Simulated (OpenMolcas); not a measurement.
**Predicting a hybrid from its neighbours: C2H2F4 (norflurane)**

C2H2F4: 8 atoms, total charge 0, spin state singlet. As SMILES, `FCC(F)(F)F`. Geometry: relaxed at PBE0-D4/def2-TZVP.

The electronic atomisation energy y, in eV, basis cc-pVDZ; a is the functional's share of exact exchange. Programs: OpenMolcas 26.06.

| functional | program | a | y (eV) |
| --- | --- | --- | --- |
| r2SCAN | OpenMolcas | 0 | 32.88 |
| TPSS | OpenMolcas | 0 | 32.84 |
| B3LYP | OpenMolcas | 0.2 | 32.34 |
| PBE0 | OpenMolcas | 0.25 | ? |
| BHLYP | OpenMolcas | 0.5 | 30.49 |

Fit y = c + s·a to the known rows and predict PBE0.


1. Means of the 4 rows: a = 0.1750, y = 32.138.
2. Σ(Δa)² = 0.1675, Σ(Δa·Δy) = -0.78325, so the slope is -0.78325/0.1675 = -4.6761.
3. Intercept: 32.138 − (-4.6761) × 0.1750 = 32.956. The largest residual of the fit is 0.32.
4. PBE0: 32.956 + (-4.6761) × 0.25 = 31.79 eV.

The run gave 32.75 eV, so the prediction is off by -0.96 eV, more than the scatter of the fit. The rows mix families of semi-local functionals, which the line can't see.

Among the four fitted functionals, binding weakens as exact exchange increases, but PBE0 breaks the order: it has a larger share than B3LYP and still gives the higher atomisation energy, 32.75 against 32.34 eV. The general decline has a familiar origin. Semi-local exchange mimics part of the left-right correlation in the C–C, C–F and C–H bonds, and exact exchange removes that contribution from the molecule, while the separated atoms have no bonds to lose it from. PBE0 probably stays high because its parent, PBE, overbinds molecules of this kind markedly, so that admixing exact exchange lowers the energy from a higher starting point. The fitted slope is also governed largely by BHLYP, whose strong reduction in binding pulls the line down at intermediate fractions. It therefore can't be read as the response of any one functional to added exact exchange. Nor does a larger atomisation energy here identify the more accurate functional, since the small basis itself tends to reduce binding and could partly offset a functional's overbinding.
